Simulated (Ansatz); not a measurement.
CuAu: energy less free atoms and pressure against volume scale

Periodic Kohn-Sham DFT of a crystal at fixed atoms, scaled to volume_scale times the given cell; pressure positive in compression, energy less spherical unpolarised free atoms, largest_vzz the field gradient of largest size among the nuclei. The results are calculated, by Ansatz 0.2.0.

The cell before it is scaled or strained (space group P4/mmm, No. 123):
```
CELL_PARAMETERS angstrom
2.80000 0.00000 0.00000
0.00000 2.80000 0.00000
0.00000 0.00000 3.67000
ATOMIC_POSITIONS crystal
Cu 0.50000 0.50000 0.50000
Au 0.00000 0.00000 0.00000
```

Settings of every row: method all-electron LAPW; functional PBEsol; relativity scalar; k mesh 13x13x10; filling fermi-dirac; smearing width 0.05 eV; basis error target 0.25 meV/atom; nucleus gaussian.

Atom start moment: 0 on all atoms.

Limits: no spin-orbit coupling on heavy atoms.

| row | volume scale | V (Å³/atom) | energy less free atoms (eV/atom) | pressure (GPa) |
| --- | --- | --- | --- | --- |
| 1 | 0.94 | 13.523 | -4.1672 | 9.781 |
| 2 | 0.96 | 13.811 | -4.1806 | 5.329 |
| 3 | 0.98 | 14.099 | -4.1866 | 1.416 |
| 4 | 0.99 | 14.243 | -4.1871 | -0.358 |
| 5 | 1 | 14.386 | -4.186 | -2.02 |
| 6 | 1.01 | 14.53 | ? | ? |
| 7 | 1.02 | 14.674 | -4.1796 | -5.033 |
| 8 | 1.04 | 14.962 | -4.1682 | -7.669 |
| 9 | 1.06 | 15.25 | -4.1523 | -9.973 |

Question: what energy less free atoms and pressure should row 6 give?

Worked fit of energy less free atoms. Take u = (V_r/V)^(2/3) − 1 with V_r = 14.314 Å³ an atom, which is twice the finite (Eulerian) strain; such expansions in the strain, on which the Birch-Murnaghan equation of state is built, carry the rest volume and the bulk modulus. The shown rows have u = 0.03862, 0.02414, 0.01014, 0.00332, -0.00334, -0.01642, -0.02909, -0.04135. Least squares give energy less free atoms = −4.18672 − 0.1593 × u + 16.764 × u² + 11.8 × u³ eV/atom; a parabola predicts inner rows, each left out in turn, worse (root mean square 0.00019 against 4e-05 eV/atom). All shown rows lie on it to the printed digit. Its lowest point lies at u = 0.0047, or V = 14.21 Å³ an atom, and the curvature there gives the bulk modulus at fixed shape and fractions, B = (4/9)(1 + u)² E″(u)/V = 171 GPa. Letting shape and atoms relax would as a rule lower it, by much in layered, chain or molecular crystals. The withheld row has u = -0.00994, so the fit gives −4.18672 − 0.1593 × (-0.00994) + 16.764 × (-0.00994)² + 11.8 × (-0.00994)³ = -4.1835 eV/atom.

The calculation gave -4.1835 eV/atom. The fit meets it to the printed digit.

Worked fit of pressure. Take u = (V_r/V)^(2/3) − 1 with V_r = 14.314 Å³ an atom, which is twice the finite (Eulerian) strain; such expansions in the strain, on which the Birch-Murnaghan equation of state is built, carry the rest volume and the bulk modulus. The shown rows have u = 0.03862, 0.02414, 0.01014, 0.00332, -0.00334, -0.01642, -0.02909, -0.04135. Least squares give pressure = −1.1963 + 248.158 × u + 902.41 × u² + 814 × u³ GPa; a parabola predicts inner rows, each left out in turn, worse (root mean square 0.013 against 0.0049 GPa). The rows lie off it by 0.001, -0.003, 0.002, 0.004, -0.005, -0.002, 0.003, -0.001 (root mean square 0.0029 GPa). The pressure vanishes at u = 0.0047, or V = 14.21 Å³ an atom, and there the bulk modulus at fixed shape and fractions is B = −V dP/dV = (2/3)(1 + u) dP/du = 172 GPa. Letting shape and atoms relax would as a rule lower it, by much in layered, chain or molecular crystals. The withheld row has u = -0.00994, so the fit gives −1.1963 + 248.158 × (-0.00994) + 902.41 × (-0.00994)² + 814 × (-0.00994)³ = -3.575 GPa.

The calculation gave -3.577 GPa. The fit lies 0.002 GPa (0.01 % of the column's range) above it; its largest miss of a shown row is 0.005 GPa.
